# Cation inversion in spinels and the antisite pair equilibrium

Two kinds of cation, A and B, share two kinds of site, and above zero temperature some of them trade places. I will derive how many. One counting argument covers the spinel, with twice as many octahedral as tetrahedral sites, and the layered oxide LiNiO$_2$, where the two site numbers are equal. Everything is per formula unit, energies in eV, with $k_B = 8.617\times10^{-5}$ eV/K; molar statements follow by multiplying energies by Avogadro's number and replacing $k_B$ by $R$. Please interrupt.

## Premises

1. The crystal has $N$ formula units, each with $n_1$ cation sites of type 1 and $n_2$ of type 2. Every site is filled and the anion lattice is complete.
2. The composition is fixed at $n_1$ A and $n_2$ B per formula unit. The reference state has all A on type 1 and all B on type 2.
3. Each cation is a single species: its charge state is fixed by the site it occupies, and no further mobile defect is created when it moves.
4. Within each sublattice all arrangements are equally probable.
5. The non-configurational Gibbs energy (static, vibrational and electronic parts, at fixed $T$ and $p$) is a sum of one-site and pair terms.
6. Exchange is fast enough for equilibrium.

By premises 1 and 2, each B that enters sublattice 1 displaces one A, which can only go to sublattice 2. One variable describes the state: $x$, the number of exchanged pairs per formula unit, $0 \le x \le \min(n_1,n_2)$. With round brackets for type 1 and square ones for type 2, the cations are $(\mathrm{A}_{n_1-x}\mathrm{B}_x)[\mathrm{A}_x\mathrm{B}_{n_2-x}]$. For the spinel $n_1=1$ (tetrahedral) and $n_2=2$ (octahedral); $x=0$ is called normal and $x=1$ inverse.

## Step 1: counting

We choose $xN$ of the $n_1N$ sites to hold B and, independently, $xN$ of the $n_2N$ sites to hold A:

$$W=\binom{n_1N}{xN}\binom{n_2N}{xN}.$$

Stirling's formula, $\ln M! = M\ln M - M + O(\ln M)$, applies to each factorial. In each binomial the linear terms cancel, because $n_iN = xN + (n_i-x)N$, and so do the terms in $\ln N$. The remainder per formula unit is of order $\ln N/N$ and vanishes for a macroscopic crystal. With $s = k_B \ln W/N$,

$$s(x) = -k_B\sum_{i=1,2}\left[x\ln\frac{x}{n_i} + (n_i-x)\ln\frac{n_i-x}{n_i}\right].\tag{1}$$

One bracket differentiates to $\ln(x/n_i) + 1 - \ln[(n_i-x)/n_i] - 1 = \ln[x/(n_i-x)]$. Adding the two,

$$\frac{ds}{dx} = -k_B\ln\frac{x^2}{(n_1-x)(n_2-x)},\tag{2}$$

$$\frac{d^2s}{dx^2} = -k_B\,\phi(x),\qquad \phi(x)=\frac{2}{x}+\frac{1}{n_1-x}+\frac{1}{n_2-x} > 0.\tag{3}$$

The entropy is concave, so it has one maximum, where the argument of the logarithm in (2) equals one: $x^2 = n_1n_2 - (n_1+n_2)x + x^2$, or $x^* = n_1n_2/(n_1+n_2)$. There the fraction of B on sublattice 1 is $x^*/n_1 = n_2/(n_1+n_2)$, the overall fraction of B. The maximum is the state in which the cations ignore the difference between the sites.

## Step 2: the spinel entropy

For $n_1=1$, $n_2=2$,

$$s = -k_B\left[x\ln x + (1-x)\ln(1-x) + x\ln\frac{x}{2} + (2-x)\ln\frac{2-x}{2}\right].\tag{4}$$

At $x=0$ every term vanishes. At $x=1$ the tetrahedral terms vanish and each octahedral term gives $\ln\frac12$, so $s = 2k_B\ln2 = 1.386\,k_B = 0.1195$ meV/K, or 11.53 J/(mol K). At $x^*=2/3$ all three sites carry A with probability 1/3 and B with probability 2/3, each site contributes $\ln 3 - \frac23\ln2$, and $s = (3\ln3-2\ln2)\,k_B = 1.910\,k_B = 0.1646$ meV/K, or 15.88 J/(mol K).

**Question.** An inverse spinel with $2k_B\ln 2$ at low temperature seems to break the third law.

It shows where premise 4 or premise 6 gives out. At $x=1$ the octahedral sites hold equal numbers of A and B. On cooling these either order among themselves, which needs a second order parameter that I have not introduced, or they stop moving and the entropy is frozen in. Equation (4) is the entropy of random mixing, an upper limit on the configurational entropy at given $x$.

## Step 3: why the energy is quadratic

Average the energy of premise 5 over the random arrangements of premise 4. A one-site term is weighted by the probability that a site holds a given species, and these probabilities, $x/n_1$, $1-x/n_1$, $x/n_2$, $1-x/n_2$, are linear in $x$. A pair term is weighted by a joint probability, which for random occupation factorises, up to corrections of order $1/N$, into a product of two linear functions. The average is a polynomial of second degree. Measured from the reference state,

$$e(x) = \alpha x + \beta x^2.\tag{5}$$

Point charges in a spinel of fixed geometry make this concrete. With $\Delta = q_B-q_A$ the mean site charges are $q_t = q_A+\Delta x$ and $q_o = q_B - \Delta x/2$. The lattice sum is a quadratic form, $a q_t^2 + b q_tq_o + c q_o^2 + d q_t + f q_o$ plus a constant, where $a,b,c$ come from cation–cation sums and $d,f$ from the anions. Collecting powers of $x$,

$$\alpha_{\rm el}=\Delta\left[2aq_A + b\left(q_B-\tfrac12 q_A\right) - cq_B + d - \tfrac12 f\right],\qquad \beta_{\rm el} = \Delta^2\left(a-\tfrac12 b+\tfrac14 c\right).$$

The quadratic part goes as the square of the charge difference. Site preferences from ionic size and crystal field add to $\alpha$. Relaxation of the oxygen positions and the cell with $x$ goes beyond fixed pair terms; (5) is then the start of a Taylor series, and $\alpha$ and $\beta$ are in practice fitted.

## Step 4: equilibrium

The partition function at fixed $T$ and $p$ is a sum over $x$ of $\exp[-NG(x)/k_BT]$ with $G = e - Ts$. For large $N$ the sum is dominated by the lowest minimum of $G$, around which $x$ fluctuates with variance $k_BT/(NG'')$. Setting $G'=0$ and using (2) and (5),

$$-k_BT\ln\frac{x^2}{(n_1-x)(n_2-x)} = \alpha+2\beta x.\tag{6}$$

For the spinel,

$$-k_BT\ln\frac{x^2}{(1-x)(2-x)} = \alpha+2\beta x.\tag{7}$$

This is the form of O'Neill and Navrotsky (1983); the case $\beta=0$ is that of Navrotsky and Kleppa (1967). It is the mass-action law of the reaction $(\mathrm A) + [\mathrm B] \rightleftharpoons (\mathrm B) + [\mathrm A]$: the site fractions give $x\,(x/2)/[(1-x)(1-x/2)]$, in which the factors of 2 cancel, and $\alpha+2\beta x = de/dx$ is the cost of one more exchange.

A solution always exists, since by (2) $G'\to-\infty$ as $x\to0$ and $G'\to+\infty$ as $x\to1$. It is unique if $G'' = 2\beta + k_BT\phi(x)$ is positive throughout. For the spinel $\phi$ has its minimum, 6.53, at $x=0.575$, so uniqueness is guaranteed when $-\beta < 3.27\,k_BT$. For $\beta=-0.2$ eV, a typical fitted size for spinels of divalent A and trivalent B, this means $T>7.1\times10^2$ K. Below that, three roots are possible for some $\alpha$, and one must compare $G$ at the two minima.

For $\beta=0$ put $K=e^{-\alpha/k_BT}$. Equation (7) becomes $(1-K)x^2+3Kx-2K=0$. Its discriminant is $9K^2+8K(1-K)=K^2+8K$, and the root in $(0,1)$, after rationalising the numerator, is

$$x = \frac{4K}{3K+\sqrt{K^2+8K}}.\tag{8}$$

At $K=1$ this is $2/3$. For $K\ll1$, a nearly normal spinel, $x\simeq\sqrt{2}\,e^{-\alpha/2k_BT}$. For a nearly inverse one, set $x=1$ in (7) everywhere except in the factor $1-x$, which gives $1-x\simeq e^{(\alpha+2\beta)/k_BT}$ with $\alpha+2\beta<0$.

**Question.** Why half the energy at one end and the whole at the other?

Count the dilute species. Near $x=0$ an exchange creates two, one on each sublattice, and $-T\,ds/dx$ contains $2k_BT\ln x$. Near $x=1$ the octahedral sites are already half and half, and moving an A to a tetrahedral site creates one dilute species only. The divisor in the exponent is the number of independent dilute defects made per event.

**Question.** Does heating always drive $x$ toward 2/3?

In the limit, yes. The logarithm in (7) vanishes at $2/3$ and its slope there is $\phi(2/3)=3+3+\frac34=\frac{27}{4}$, so at high temperature $x-\frac23\simeq -4(\alpha+\frac43\beta)/(27k_BT)$. The sign of $\alpha+\frac43\beta$ decides from which side the random value is approached. If $\alpha$ and $\beta$ carry a non-configurational entropy, the right side of (7) grows with $T$ as well and the limit is displaced from $2/3$.

## Step 5: equal site numbers

Put $n_1=n_2=1$, $\beta=0$, and call $\alpha=g$, the Gibbs energy of forming one pair of antisites that are far apart. The argument of the logarithm in (6) is now the square of a positive number, so

$$\frac{x}{1-x} = \exp\left(-\frac{g}{2k_BT}\right).\tag{9}$$

With $g = h - Ts_{\rm nc}$, where $s_{\rm nc}$ is the non-configurational entropy of the pair, the Gibbs–Helmholtz relation shows that the slope of $\ln[x/(1-x)]$ against $1/k_BT$ is $-h/2$.

In the language of formation energies, an antisite of effective charge $q$ has $E_f(\mathrm{B_A}^{q}) = E_{\rm def}-E_{\rm bulk}-\mu_B+\mu_A+qE_F$, with $E_F$ the electron chemical potential on the energy scale of the total energies. Its partner of charge $-q$ has the signs of the last three terms reversed. In the sum, which is the static part of $g$, the chemical potentials and the Fermi level cancel. The product of the two concentrations therefore does not depend on atmosphere or doping, provided the two charges are opposite.

Now the setting. Layered LiNiO$_2$ is a rocksalt-type oxide whose close-packed cation planes hold alternately Li and Ni, all in octahedral sites: $(\mathrm{Li}_{1-x}\mathrm{Ni}_x)[\mathrm{Li}_x\mathrm{Ni}_{1-x}]\mathrm{O}_2$.

**Question.** If I exchange every Li with every Ni, I get LiNiO$_2$ back, shifted by one layer. Your energy $gx$ says that costs $g$.

That objection is right, and it separates this case from the spinel. Tetrahedral and octahedral sites differ whatever sits on them. The two layers here differ only through their occupants, so for the relaxed crystal $e(x)=e(1-x)$ exactly. In (5) this requires $\alpha+\beta=0$, that is $e = gx(1-x)$, and (6) becomes

$$\frac{x}{1-x}=\exp\left[-\frac{g(1-2x)}{2k_BT}\right].\tag{10}$$

This is the Bragg–Williams equation. The value $x=\frac12$, the disordered rocksalt, solves it at every temperature, and $G''(\frac12) = -2g+8k_BT$ changes sign at $k_BT_c=g/4$. Equation (9) is the dilute limit of (10): the right sides differ by the factor $e^{gx/k_BT}$, so (9) needs $gx\ll k_BT$. Symmetry alone does not force the quadratic form, so (10) estimates the first correction without fixing it.

**Question.** Nickel changes valence easily. Does premise 3 hold?

It has to be examined. I use formal charges as labels: Ni$^{3+}$ in the host and, as commonly assumed, Ni$^{2+}$ on the larger Li site. The electron it needs comes from another nickel, which becomes Ni$^{4+}$. In Kröger–Vink notation the exchange makes $\mathrm{Ni_{Li}^{\bullet}}$, $\mathrm{Li_{Ni}''}$ and a localised hole $h^\bullet$. If the hole stays bound next to the lithium, there are two dilute species of charge $+1$ and $-1$, and (9) holds with the internal entropy of the complex inside $g$. If the hole is free, the nickel layer holds $x$ Li, $x$ Ni$^{4+}$ and $1-2x$ Ni$^{3+}$, and the same counting gives

$$s_3=-k_B\left[3x\ln x+(1-x)\ln(1-x)+(1-2x)\ln(1-2x)\right].$$

Differentiating, the constants $3-1-2$ cancel, and with a linear energy $g_3x$

$$\frac{x^3}{(1-x)(1-2x)^2}=e^{-g_3/k_BT},\tag{11}$$

so that $x\simeq e^{-g_3/3k_BT}$. Three dilute species, divisor three.

**Question.** Real samples are short of lithium. What then?

Write Li$_{1-z}$Ni$_{1+z}$O$_2$ as $(\mathrm{Li}_{1-z-y}\mathrm{Ni}_{z+y})[\mathrm{Li}_y\mathrm{Ni}_{1-y}]\mathrm O_2$. Counting sites at fixed $z$ and differentiating with respect to $y$ gives

$$\frac{y\,(y+z)}{(1-y)(1-z-y)}=K,\qquad K=e^{-g/k_BT}.\tag{12}$$

Excess nickel suppresses lithium in the nickel layer, a common-ion effect. This holds for the bound complex of charge $-1$. The bare $\mathrm{Li_{Ni}''}$ behaves differently, because excess nickel also puts Ni$^{2+}$ into the nickel layer, at a concentration $n$, and these electrons remove holes. In the dilute limit, with $y$ now counting the bare defect, taken as the dominant form, and $p$ the holes, we have $y(y+z)p=K_3$, $np=K_i$ and neutrality $y+z+p=2y+n$. Here $K_3=e^{-g_3/k_BT}$ and $K_i$ belongs to $2\,\mathrm{Ni}^{3+}\rightleftharpoons\mathrm{Ni}^{2+}+\mathrm{Ni}^{4+}$. For $z\gg y$ and $z\gg\sqrt{K_i}$, $n\simeq z$ and $p\simeq K_i/z$, so $y\simeq K_3/K_i$, independent of $z$. The rise of the Fermi level cancels the common-ion effect.

## Range of validity

Equations (6), (7) and (9) hold under the following conditions.

- Random mixing. The factorised average of Step 3 with the entropy (1) is a mean-field treatment; by the Gibbs–Bogoliubov inequality it bounds the free energy of the lattice model from above. Short-range order must be weak. For dilute antisites with binding energy $E_b$ at $\zeta$ neighbouring positions, each of the $\zeta N$ bonds carries a bound pair with weight $e^{-(g-E_b)/k_BT}$, so adjacent pairs number $\zeta Ke^{E_b/k_BT}$ per formula unit, against $\sqrt K$ free ones. The law needs $\zeta\sqrt K e^{E_b/k_BT}\ll1$.
- Weak Coulomb coupling. For charges $\pm q$ the Bjerrum length $q^2e^2/(4\pi\varepsilon_0\varepsilon k_BT)$, with $\varepsilon$ the static dielectric constant, must be small against the mean defect spacing.
- One species per site, no vacancies, fixed stoichiometry. Otherwise the divisor and the mass-action quotient change, as in (11) and (12). By (12) in the dilute limit, $y(y+z)=K$, so (9) needs $|z|\ll\sqrt K$.
- For (9), $|\beta|x\ll k_BT$, which for symmetry-related sublattices means $gx\ll k_BT$ and $T$ well below $T_c$.
- For (7), a single root or an explicit comparison of minima, and no ordering on the octahedral sites.
- Equilibrium. The temperature in the formulas is the one at which exchange stopped during cooling, not that of the later observation.

## Illustration: Li/Ni exchange in LiNiO$_2$

The inputs, all typical or assumed: an equilibration temperature of 1000 K, typical of the range in which the compound is annealed; an assumed $g=0.75$ eV, independent of temperature; an assumed $\varepsilon=20$; a typical nearest cation distance of 2.9 Å; a typical volume of 34 Å$^3$ per formula unit. I chose $g$ so that (9) lands in the 1 to 2 % of nickel on lithium sites typical of carefully made material. The outcome is therefore the model's number and tests nothing.

At 1000 K, $k_BT=0.0862$ eV, $g/2k_BT=4.35$, $x/(1-x)=0.0129$, $x=0.0127$ and $K=1.66\times10^{-4}$.

| $T$ (K) | $g/2k_BT$ | $x$ from (9), % | $x$ from (10), % |
|---|---|---|---|
| 800 | 5.44 | 0.43 | 0.45 |
| 900 | 4.84 | 0.79 | 0.86 |
| 1000 | 4.35 | 1.3 | 1.4 |

The symmetry correction is modest: $gx/k_BT=0.11$ at 1000 K, and the self-consistent solution of (10) lies 13 % above that of (9). The model's $T_c$ is $2.2\times10^3$ K, an extrapolation of the quadratic form. At 300 K equation (9) gives $5\times10^{-7}$, so in this model percent-level exchange at room temperature is frozen in. With an assumed lithium deficit $z=0.02$, equation (12) at 1000 K gives $y=0.61$ % and a total of 2.6 % nickel in the lithium layer.

The same $x=0.0127$ follows from (11) with $g_3=1.12$ eV. Then $g_3/3=0.374$ eV, against $g/2=0.375$ eV. The temperature dependence of a small $x$ yields only the quotient of energy and divisor; the mechanism must be known before a pair energy can be read from it.

**Question.** How large are the terms you dropped?

As large as the effect, and that is the main lesson of the numbers. Take first the entropies hidden in $g$, at 1000 K. A bound hole has six in-layer nickel neighbours of the lithium to choose from, which lowers $g$ by $k_BT\ln6=0.154$ eV and multiplies a small $x$ by $\sqrt6=2.4$. In the paramagnetic state two low-spin Ni$^{3+}$ (spin 1/2, two states each) are replaced by Ni$^{2+}$ (spin 1, three states) and low-spin Ni$^{4+}$ (one state). The ratio 3/4 raises $g$ by 0.025 eV, a factor 0.87 in $x$. If the twofold $e_g$ orbital degeneracy of each Ni$^{3+}$ is also fully active, the ratio is 3/16, the shift 0.144 eV and the factor 0.43. An assumed vibrational entropy of $\pm1\,k_B$ per pair multiplies or divides $x$ by 1.6. None of these alters the form of (9), but a static energy cannot be inserted for $g$ without them.

The Coulomb terms do alter the form. With $e^2/4\pi\varepsilon_0=14.40$ eV Å, charges $\pm1$ at 2.9 Å bind by $E_b=0.25$ eV in a continuum estimate, which is crude at that distance. A lithium site has $\zeta=6$ nearest neighbours in the adjacent nickel layers, three above and three below. Random mixing puts $6K=0.0010$ pairs per formula unit in contact; the Boltzmann factor of 18 raises this to 0.018. The ratio $\zeta\sqrt Ke^{E_b/k_BT}$ is 1.4, not small, and the total exchange would be roughly 3 %. These pairs are one dilute species, with the full activation energy $g-E_b=0.50$ eV. The Bjerrum length is 8.4 Å and the mean spacing of the antisites, the cube root of the volume per defect, is 11 Å, so the second condition is not met either, unless mobile electronic carriers screen the charges better than $\varepsilon=20$ implies. At the percent level $g$ in (9) is an effective parameter, and the 1.3 % is good to a factor of about two at best.

**Question.** Could a supercell calculation supply $g$?

Yes, with care about which quantity it returns. A neutral cell containing both antisites gives $g$ reduced by their mutual attraction, close to $g-E_b$ for neighbours. Two separate charged cells give $g$ after the interaction of each charge with its images and the neutralising background is removed. The leading correction is $+q^2e^2\alpha_M/(8\pi\varepsilon_0\varepsilon L)$ per cell, with $\alpha_M=2.837$ for a cube of edge $L$. It goes as $q^2$, so the two corrections add, unlike the Fermi-level terms. For an assumed $L=10$ Å it is 0.10 eV per cell and 0.20 eV in $g$, a factor of about 3 in $x$ at 1000 K.

**Question.** How does the model's figure stand against real material?

The total was fitted, so only the division can be weighed. As typical knowledge and not as a measurement: most of the nickel on lithium sites in LiNiO$_2$ is usually assigned to the deficit $z$, and lithium in the nickel layer is often hard to detect at all. A model that attributes the whole 1.3 % to exchange probably overstates the exchange, possibly by a factor of two or more, and the appropriate $g$ would then be larger than 0.75 eV.

**Question.** Is there an equal-site crystal where (9) is safe?

Silicon carbide removes some of the obstacles and shows another. Si and C are isovalent, and I assume both antisites neutral, which removes the Coulomb terms. With an assumed $g=7$ eV, of the order of typical computed sums for the two separated antisites, and 2500 K, typical of sublimation growth, $g/2k_BT=16.2$ and the model gives $\sqrt K=9\times10^{-8}$. The symmetry correction $gx/k_BT$ is then negligible, and short-range binding matters only if $E_b$ approaches $g/2-k_BT\ln\zeta$. A change of 1 eV in $g$ shifts $\sqrt K$ by a factor of 10.

The condition that fails is fixed stoichiometry, because $|z|\ll\sqrt K$ now means a composition exact to better than one part in $10^7$. In (12) an assumed $z=10^{-6}$ is carried almost wholly by one antisite and lowers the other to $7.7\times10^{-9}$. A crystal grown by sublimation exchanges Si and C with its surroundings, so the chemical potentials set the composition. By the formation energies of Step 5, $[\mathrm{C_{Si}}]\propto e^{(\mu_{\rm C}-\mu_{\rm Si})/k_BT}$ and $[\mathrm{Si_C}]$ goes as the inverse. The sum $\mu_{\rm C}+\mu_{\rm Si}$ is fixed by the crystal and neither potential can exceed that of the element, so the difference spans twice the Gibbs energy of formation. With a typical formation enthalpy of magnitude 0.7 eV in its place the window is 1.4 eV, a factor of $6.6\times10^2$ in each concentration at 2500 K. At that temperature silicon is liquid and a typical Gibbs energy of formation is nearer 0.3 eV in magnitude, which gives 0.6 eV and a factor of 16. Both exceed the factor of 10 from $g$. As typical knowledge and not as a measurement, thermal carbon vacancies reach a comparable site fraction at this temperature, so premise 1 fails as well and $z$ is not carried by antisites alone.

What survives is the product $[\mathrm{C_{Si}}][\mathrm{Si_C}]=K$. The model's $9\times10^{-8}$ is the geometric mean of the two concentrations, one of which lies above it and the other below by a factor that the growth conditions decide. Equation (9) is not safe as a statement of $x$ for grown SiC.